How much energy holds the atoms of C2H5AlBCl together, and which part of a calculation most needs improving before the answer can be trusted? The atomization energy, here the electronic energy of the free atoms less that of the molecule, is about 38 eV by a focal-point estimate of CCSD(T) at the basis limit, which serves as the reference throughout. Electron correlation supplies roughly 9 eV of it, and a correlated method in a triple-zeta basis loses about 1 eV. The usual goal of thermochemistry, 1 kcal/mol, is only 0.04 eV, a thousandth of the whole.

Electronic atomization energies of C2H5AlBCl (SMILES C[B]1[CH2][Al]1[Cl], point group Cs) in the gas phase, computed with Ansatz 0.2.0 at the PBE0-D4/def2-TZVP geometry with frozen cores. At the limit, HF and the MP2 correlation are extrapolated from def2-TZVPP and def2-QZVPP, and the step from MP2 to CCSD or CCSD(T) is added from def2-TZVPP alone. CCSD(T) at the limit, the reference for the errors, is thus a focal-point estimate and not an extrapolation of CCSD(T) itself.

| method | basis | basis functions | atomization energy (eV) | less CCSD(T) at the limit (eV) | less the same method at the limit (eV) |
| --- | --- | --- | --- | --- | --- |
| HF | def2-SVP | 103 | 29.035 | -8.892 | 0.419 |
| MP2 | def2-SVP | 103 | 36.880 | -1.047 | -1.844 |
| CCSD | def2-SVP | 103 | 35.799 | -2.128 | -1.483 |
| CCSD(T) | def2-SVP | 103 | 36.269 | -1.658 | -1.658 |
| HF | def2-TZVPP | 247 | 28.582 | -9.345 | -0.034 |
| MP2 | def2-TZVPP | 247 | 37.845 | -0.083 | -0.880 |
| CCSD | def2-TZVPP | 247 | 36.401 | -1.526 | -0.880 |
| CCSD(T) | def2-TZVPP | 247 | 37.047 | -0.880 | -0.880 |
| HF | def2-QZVPP | 461 | 28.611 | -9.316 | -0.005 |
| MP2 | def2-QZVPP | 461 | 38.360 | 0.433 | -0.365 |
| HF | limit | n/a | 28.616 | -9.311 | 0.000 |
| MP2 | limit | n/a | 38.725 | 0.798 | 0.000 |
| CCSD | limit | n/a | 37.282 | -0.646 | 0.000 |
| CCSD(T) | limit | n/a | 37.927 | 0.000 | 0.000 |

The column "less CCSD(T) at the limit" holds the total error as measured against the best row. That row is a focal-point estimate, with the step from MP2 to CCSD(T) taken from TZVPP, and any error in it enters the whole column. The column "less the same method at the limit" holds the part due to the basis, for CCSD and CCSD(T) again measured against such an estimate. The difference between the two columns is the error of the method relative to CCSD(T). The advice below rests on this split, because the two parts have different causes and can be reduced by different calculations.

**Hartree–Fock, from SVP to the limit**

HF has almost no basis error left in TZVPP, yet from there to the limit it stays more than 9 eV below the focal-point reference, a gap far larger than any likely error of that estimate. A larger basis is therefore no remedy for HF. What it lacks is correlation, the way in which electrons avoid one another beyond their average repulsion, and this makes up a quarter of the binding.

Counting electron pairs shows why the share is so large. The free atoms hold 7 valence pairs: one on each C, one on B, one on Al and three on Cl. The molecule holds 13, since electrons that were single in the atoms now share orbitals. Two electrons in one orbital meet often and gain much from avoiding each other, so each new pair brings correlation energy that the atoms did not have. The average is about 1.6 eV per new pair, with the correlation between different pairs included. By the same argument, a reaction that conserves the number of pairs depends far less on correlation than an atomization does.

HF in SVP is the odd row, because it overbinds by 0.42 eV against its own limit. The total energies show how this comes about: the small basis raises the energy of the molecule by 10.4 eV, but that of the free atoms by 10.8 eV. A likely reason, which these rows do not test, is the borrowing of functions. An atom in a molecule can use the functions of its neighbours to mend its own poor basis, and a free atom has no neighbours.

**The correlated methods in SVP**

For MP2, CCSD and CCSD(T) the basis error in SVP has the opposite sign and amounts to 1.5 to 1.8 eV. For CCSD and CCSD(T) this is an estimate, since their limits take the step from MP2 from TZVPP and leave out any change of it in larger basis sets. It would be larger still if the overbinding of HF did not offset part of it. In MP2, the correlation part of the atomization energy alone is 2.3 eV short of its limit.

Correlation needs so many functions because of what happens when two electrons come close. The exact wave function has a kink, the cusp, where they meet, and products of smooth orbitals reproduce a kink only slowly. Electrons of equal spin are kept apart by the Pauli principle, so the difficulty lies mainly with opposite spins. The MP2 energy of the molecule agrees: between TZVPP and QZVPP, 88 % of the added correlation comes from opposite-spin pairs. As the molecule has more close pairs than the atoms, a small basis costs it more, and the binding comes out too weak.

**MP2 and CCSD(T) in TZVPP**

Two rows of this stretch seem to turn the usual order of methods upside down. MP2 in TZVPP lies only 0.08 eV below the focal-point reference, a distance no larger than the doubt about that estimate, while CCSD(T), the better method, lies 0.88 eV below it. The split of the errors resolves the puzzle. The basis takes 0.88 eV from MP2, and the reference assigns the same loss to CCSD(T) by construction. But MP2 as a method overbinds by 0.80 eV, judged by its difference from CCSD(T) in TZVPP, and this nearly cancels its basis error.

MP2 overbinds although it recovers less correlation than CCSD(T). In TZVPP it misses 2.3 eV in the molecule but 3.1 eV in the free atoms, and what counts is the difference. A likely cause, which these rows do not test, lies in the atoms B, C and Al. Their outer s pair has empty p orbitals close by in energy, and second-order theory describes such near-degeneracy poorly. Per valence pair, with Cl counted in both, MP2 misses about 0.4 eV in the atoms but less than 0.2 eV in the molecule. The sign of the method error is thus a balance and no rule for these elements: an added hydrogen raises the miss of the molecule but not that of the atoms, and in simple hydrides MP2 can underbind.

The QZVPP row of MP2 shows what the cancellation is worth. The larger basis removes more than half of the basis error, the method error stays, and MP2 now overbinds by 0.43 eV against the same focal-point estimate. A better basis has made the answer worse, which is a sign that the earlier agreement was no merit of the method.

**CCSD and the triples**

CCSD errs the other way and remains 0.65 eV below the focal-point reference at the limit. The gap is the contribution of triple excitations, the joint motion of three electrons, which favours the molecule over the atoms. It was 0.47 eV in SVP and 0.65 eV in TZVPP, so the small basis captures about three quarters of the TZVPP value, and the missing 0.18 eV is four times the thermochemical goal. That the limit shows the same 0.65 eV is no sign of convergence, since the value is carried over from TZVPP. By bare leading counts, with 13 valence pairs and about ten iterations, the CCSD equations and the triples need numbers of operations of the same order. Prefactors shift the ratio, but stopping at CCSD saves no order of magnitude.

**The limit rows and a cheaper route**

The limit of CCSD(T) is itself a sum. The HF energy and the MP2 correlation are extrapolated from TZVPP and QZVPP, and the step from MP2 to CCSD(T) is added from TZVPP. This construction is why MP2, CCSD and CCSD(T) show the same basis error in TZVPP; the equality is no discovery about the methods.

The same idea works with a smaller calculation. In SVP the step from MP2 to CCSD(T) lowers the atomization energy by 0.61 eV. Subtracted from the MP2 limit, it gives $38.725-0.611=38.114$ eV, which is 0.19 eV above the focal-point reference. Plain CCSD(T) in TZVPP lies more than four times as far from the same estimate. The sum does better because the slow part, the cusp, is largely common to both methods and is left to MP2, while the step between them changes much less with the basis. Part of that steadiness is itself a cancellation: from SVP to TZVPP the drop from MP2 to CCSD grows by 0.36 eV, while the triples, which act the other way, grow by 0.18 eV. The comparison is not independent, however. The reference contains the same MP2 limit, so the 0.19 eV is just the change of the step between SVP and TZVPP, and an error in the MP2 limit would not show in it.

The cost favours the sum too. The work for the triples grows as $o^3v^4$, with $o$ the number of correlated pairs and $v$ the number of empty orbitals, so going from SVP to TZVPP multiplies it by about 70. The leading step of MP2 grows only as $oN^4$, with $N$ the number of basis functions. By these counts, which ignore prefactors, MP2 in QZVPP needs roughly a ninth of the operations of the triples in TZVPP.

**How firm is the reference?**

The step from MP2 to CCSD(T) is taken as converged in TZVPP, although it grew by 0.19 eV on the way there from SVP. A simple law suggests how much further it may go. For cusp-like errors, the contribution of each new layer of angular functions falls as the fourth power of its order, so the sum of the absent layers falls as $X^{-3}$, where $X$ is 2 for SVP and 3 for TZVPP. If the step $G$ follows $G(X)=G_\infty+AX^{-3}$, with a constant $A$, two values eliminate $A$:

$$G_\infty=\frac{27\,G(3)-8\,G(2)}{19}=\frac{27\times0.798-8\times0.611}{19}\approx0.88\ \text{eV}.$$

The step would thus grow by another 0.08 eV, and the reference would be too high by that amount, about twice the thermochemical goal. The formula has no adjustable constant, but it is crude at double zeta, and the step is the difference of two parts that need not follow the same law. Applied to the MP2 correlation part from the same two basis sets, it ends 0.25 eV short of the limit in the table. The estimate therefore gives only an order of magnitude: the step alone may leave the reference uncertain by about 0.1 eV. The MP2 limit is a second source of doubt, because it is extrapolated by 0.365 eV beyond QZVPP and no larger basis tests it. The printed output after the text lists this comparison with the other differences.

**What to choose for this molecule**

If an error of about 0.3 eV is acceptable, which allows for the doubt about the step in the reference, the MP2 limit with the SVP step to CCSD(T) is the economical choice. If about 0.1 eV is needed, the step should come from TZVPP, as in the focal-point reference, at the price of the much larger triples calculation. The MP2 limit must then be equally good, which no row here tests. For 0.04 eV, the step itself has to be checked in QZVPP, where the triples cost some 15 times as much as in TZVPP, and the MP2 limit has to be checked in a still larger basis. Correlation of the core electrons, scalar relativistic effects and excitations beyond CCSD(T) then have to be examined as well, and a comparison with experiment also needs the zero-point energy and the spin–orbit terms, chiefly those of the free atoms. MP2 in TZVPP alone is cheap and lands close to the focal-point reference here, but its closeness depends on two errors of almost 1 eV staying nearly equal. The molecule is also an unusual one: in the computed geometry the CH2 carbon of the ring lies in one plane with all four of its neighbours, and this geometry is known only to be a stationary point. It is also a single conformer, not necessarily the lowest. The sizes of these errors should therefore not be carried over to other molecules without a test.

Numerical output:

```
One kcal/mol in eV: 0.04336
Correlation part of atomization, CCSD(T) limit, eV: 9.311
The same as percent of the atomization energy: 24.55
The same per additional valence pair (13 less 7), eV: 1.552
MP2 correlation part, SVP less limit, eV: -2.264
MP2 correlation part, TZVPP less limit, eV: -0.846
Opposite-spin share of MP2 growth in the molecule, TZVPP to QZVPP, percent: 88.32
HF energy too high in SVP, molecule, eV: 10.4
HF energy too high in SVP, free atoms, eV: 10.82
MP2 less CCSD(T) atomization, SVP, eV: 0.611
MP2 less CCSD(T) atomization, TZVPP, eV: 0.798
Correlation missed by MP2 against CCSD(T), molecule, TZVPP, eV: 2.267
Correlation missed by MP2 against CCSD(T), free atoms, TZVPP, eV: 3.065
Triples in atomization, SVP, eV: 0.47
Triples in atomization, TZVPP, eV: 0.646
CCSD(T)/TZVPP error, kJ/mol: -84.91
MP2 limit plus SVP step to CCSD(T), less reference, eV: 0.187
Possible further growth of MP2 less CCSD(T) beyond TZVPP by X^-3, eV: 0.07874
Same X^-3 formula for MP2 correlation, less table limit, eV: -0.2489
Triples operations, TZVPP over SVP (virtuals to the fourth): 67.86
Triples operations, QZVPP over TZVPP: 15.01
Triples in TZVPP over MP2 transformation in QZVPP, leading operations: 8.926
```
